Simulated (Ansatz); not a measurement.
# HfO2: the change of pressure with volume scale

All results are calculated (Ansatz 0.2.0). Free energy against uniform scaling of the volume at fixed shape and fractions; periodic cell, basis, potentials, k mesh and filling as listed.

The cell before it is scaled or strained (space group P4_2/nmc, No. 137):
```
CELL_PARAMETERS angstrom
3.55800 0.00000 0.00000
0.00000 3.55800 0.00000
0.00000 0.00000 5.17190
ATOMIC_POSITIONS crystal
Hf 0.50000 0.50000 0.50000
Hf 0.00000 0.00000 0.00000
O 0.00000 0.50000 0.69721
O 0.50000 0.00000 0.80279
O 0.50000 0.00000 0.30279
O 0.00000 0.50000 0.19721
```

Settings of every row: functional PBE; dispersion none; potentials PAW; wave cutoff 462.59 eV; density cutoff 1850.4 eV; k mesh 6x6x4; k shift 0x0x0; occupations fixed; smearing width 0 eV; spin none.

Limits: no spin-orbit coupling, which can matter with elements this heavy.

| row | volume scale | V (Å³/atom) | pressure (GPa) | energy above lowest point (meV/atom) |
| --- | --- | --- | --- | --- |
| 1 | 0.9 | 9.821 | 46.34 | 193.6 |
| 2 | 0.925 | 10.094 | 35.46 | 124.2 |
| 3 | 0.95 | 10.367 | 25.88 | 72.1 |
| 4 | 0.975 | 10.639 | 17.45 | 35.4 |
| 5 | 1 | 10.912 | 10.01 | 12.2 |
| 6 | 1.025 | 11.185 | 3.45 | 0.8 |
| 7 | 1.05 | 11.458 | ? | ? |
| 8 | 1.075 | 11.731 | -7.44 | 8.4 |
| 9 | 1.1 | 12.003 | -11.95 | 25 |

Question: what pressure should row 7 give?

Worked fit of pressure. Take u = (V_r/V)^(2/3) − 1 with V_r = 10.776 Å³ an atom, which is twice the finite (Eulerian) strain; such expansions in the strain, on which the Birch-Murnaghan equation of state is built, carry the rest volume and the bulk modulus. The shown rows have u = 0.06382, 0.04455, 0.02613, 0.00857, -0.00833, -0.02453, -0.05504, -0.06937. Least squares give pressure = 13.607 + 440.36 × u + 1090.2 × u² + 743 × u³ GPa; a parabola predicts inner rows, each left out in turn, worse (root mean square 0.053 against 0.013 GPa). The rows lie off it by 0.00, 0.01, 0.01, -0.01, 0.00, 0.00, 0.01, -0.01. The pressure vanishes at u = -0.0336, or V = 11.34 Å³ an atom, and there the bulk modulus at fixed shape and fractions is B = −V dP/dV = (2/3)(1 + u) dP/du = 238 GPa. Letting shape and atoms relax would as a rule lower it, by much in layered, chain or molecular crystals. The withheld row has u = -0.04009, so the fit gives 13.607 + 440.36 × (-0.04009) + 1090.2 × (-0.04009)² + 743 × (-0.04009)³ = -2.34 GPa.

The calculation gave -2.34 GPa. The fit meets it to the printed digit.

The other values of row 7: energy above lowest point 0 meV/atom.
